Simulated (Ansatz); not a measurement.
The calculation used Ansatz, DFT PBE, scalar-relativistic, plane waves, PAW. Settings: cutoff 420 eV, Γ-centred meshes spaced at most about 0.3 Å⁻¹, and about 0.25 Å⁻¹ or finer for metals (2π included), Gaussian smearing. No spin polarisation in the final relaxations.

These are static total energies at zero pressure.

Two forms of GeF₅ were relaxed alike.

1.

```
CELL_PARAMETERS angstrom
2.78938 1.61045 2.60135
-2.78938 1.61045 2.60135
0.00000 -3.22090 2.60135
ATOMIC_POSITIONS crystal
Ge 0.00000 0.00000 0.00000
F 0.00000 0.00000 0.50000
F 0.50000 0.00000 0.00000
F 0.00000 0.50000 0.00000
F 0.40931 0.40931 0.40931
F 0.59069 0.59069 0.59069
```

2.

```
CELL_PARAMETERS angstrom
1.66355 -5.66014 0.00000
1.66355 5.66014 0.00000
0.00000 0.00000 3.89345
ATOMIC_POSITIONS crystal
Ge 0.00000 0.00000 0.00000
F 0.39305 0.60695 0.00000
F 0.60695 0.39305 0.00000
F 0.50000 0.50000 0.50000
F 0.88857 0.11143 0.50000
F 0.11143 0.88857 0.50000
```

Question: Which is lower in energy, and by how much?

Answer: Cell 1 is lower, by 0.37 eV/atom. Cell 1 has space group R-3m (No. 166), 11.7 Å³/atom and no gap on its mesh; cell 2 has space group Cmmm (No. 65), 12.2 Å³/atom and no gap. Counting F atoms around Ge (those within 1.25 times the shortest such distance or 1.15 times the sum of covalent radii, 1.27 where that leaves under three; a plus sign parts nearer from farther groups), cell 1 has Ge 6 and cell 2 has Ge 4+4+4. Cell 1 holds F–F pairs (shortest 1.42 Å); in cell 2 the shortest F–F distance is 2.09 Å. In cell 1, Ge is surrounded by 6 F at 2.07 Å; F on a site of symmetry 2/m has 2 Ge at 2.07 Å; around F on a site of symmetry 3m lies 1 F at 1.42 Å. In cell 2, Ge has 4 F at 2.06 Å, 4 F at 2.32 Å and 4 F at 2.56 Å; F on a site of symmetry m2m is surrounded by 2 Ge at 2.06 Å, 3 F at 2.29–2.42 Å and 4 F at 2.56 Å; around F on a site of symmetry mmm lie 4 F at 2.09 Å, 4 F at 2.29 Å and 4 Ge at 2.56 Å (long against covalent radii, as for large ions); 1 more site not described. Both come from invented guesses.

Weakly bound directions are ill-defined at this level, which has no dispersion term (Cmmm), and this can change margins and order among such cells. In R-3m, Cmmm an odd number of electrons in the primitive cell allows no gap without spin; a larger cell or a magnetic state could open one. A magnetic state wasn't ruled out in cells without spin, among them Cmmm. Cells relaxed within their symmetry can be saddle points.

The form lower by 0.37 eV/atom is better read as a GeF₃ framework holding F₂ molecules than as a pentafluoride. Its corner-sharing octahedra use three fluorines per germanium, and the other two pair at 1.42 Å, essentially the bond length of free F₂. Germanium has only four valence electrons to give, since its 3d shell is core-like, so five fluoride ions cannot all be filled. Pairing two fluorines removes that shortfall, whereas the other cell has no such bond and crowds its fluorines to 2.09 Å, far inside normal non-bonded contact; this probably accounts for most of its higher energy.

The framework is then formally Ge(III), with one electron left in states of Ge 4s–F 2p antibonding character, which fits the long bridging Ge–F bonds of 2.07 Å. Such a reduced host beside unreacted F₂ is chemically implausible, as fluorine should oxidise it to Ge(IV). The ranking therefore gives no support for GeF₅ as a compound, the natural competitor being molecular GeF₄ with excess fluorine, which was not compared.
